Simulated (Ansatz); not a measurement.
# Pd: energy above lowest point and pressure against volume per atom

All results are calculated (Ansatz 0.2.0 development build). Equation of state of a cubic crystal from periodic Kohn-Sham density functional theory without spin; pressure corrected for the finite basis.

Cell of the first row (space group Fm-3m, No. 225):
```
CELL_PARAMETERS angstrom
0.00000 1.91710 1.91710
1.91710 0.00000 1.91710
1.91710 1.91710 0.00000
ATOMIC_POSITIONS crystal
Pd 0.00000 0.00000 0.00000
```

Settings of every row: formula Pd; structure type fcc; functional r2SCAN; spin treatment none; k mesh 15x15x15; occupation method fermi-dirac; occupation width 0.1 eV; wave cutoff 600 eV; datasets hand-made PAW; density cutoff ratio 4; xc grid level 2.

Limits: the SCF threshold is loose for a stress in some rows.

```
row  volume per atom (Å³)  energy above lowest point (meV/atom)  pressure (GPa)
  1                14.091                                     ?               ?
  2                 14.55                                  6.28           5.333
  3                 15.01                                     0          -0.744
  4                15.469                                  9.48          -5.708
  5                15.929                                 31.84          -9.751
```

Question: what energy above lowest point and pressure should row 1 give?

Worked fit of energy above lowest point. Take u = (V_r/V)^(2/3) − 1 with V_r = 15.239 Å³ an atom, which is twice the finite (Eulerian) strain; such expansions in the strain, on which the Birch-Murnaghan equation of state is built, carry the rest volume and the bulk modulus. The shown rows have u = 0.03133, 0.01015, -0.00994, -0.02909. Least squares give energy above lowest point = 2.949 − 465 × u + 18201.3 × u² meV/atom; a straight line predicts inner rows, each left out in turn, worse (root mean square 11 against 0.24 meV/atom). The rows lie off it by 0.03, -0.10, 0.11, -0.04 (root mean square 0.078 meV/atom). The withheld row has u = 0.0536, so the fit gives 2.949 − 465 × (0.0536) + 18201.3 × (0.0536)² = 30.32 meV/atom.

The calculation gave 31.87 meV/atom. The fit lies 1.55 meV/atom (4.9 % of the value, 4.9 % of the column's range) below it; its largest miss of a shown row is 0.11 meV/atom. This row lies beyond the range of the fit.

Worked fit of pressure. Take u = (V_r/V)^(2/3) − 1 with V_r = 15.239 Å³ an atom, which is twice the finite (Eulerian) strain; such expansions in the strain, on which the Birch-Murnaghan equation of state is built, carry the rest volume and the bulk modulus. The shown rows have u = 0.03133, 0.01015, -0.00994, -0.02909. Least squares give pressure = −3.3472 + 247.477 × u + 942.34 × u² GPa; a straight line predicts inner rows, each left out in turn, worse (root mean square 0.55 against 0.013 GPa). The rows lie off it by 0.002, -0.006, 0.006, -0.002 (root mean square 0.0045 GPa). The pressure vanishes at u = 0.0129, or V = 14.95 Å³ an atom, and there the bulk modulus at fixed shape and fractions is B = −V dP/dV = (2/3)(1 + u) dP/du = 184 GPa. The withheld row has u = 0.0536, so the fit gives −3.3472 + 247.477 × (0.0536) + 942.34 × (0.0536)² = 12.625 GPa.

The calculation gave 12.76 GPa. The fit lies 0.135 GPa (1.1 % of the value, 0.6 % of the column's range) below it; its largest miss of a shown row is 0.006 GPa. This row lies beyond the range of the fit.
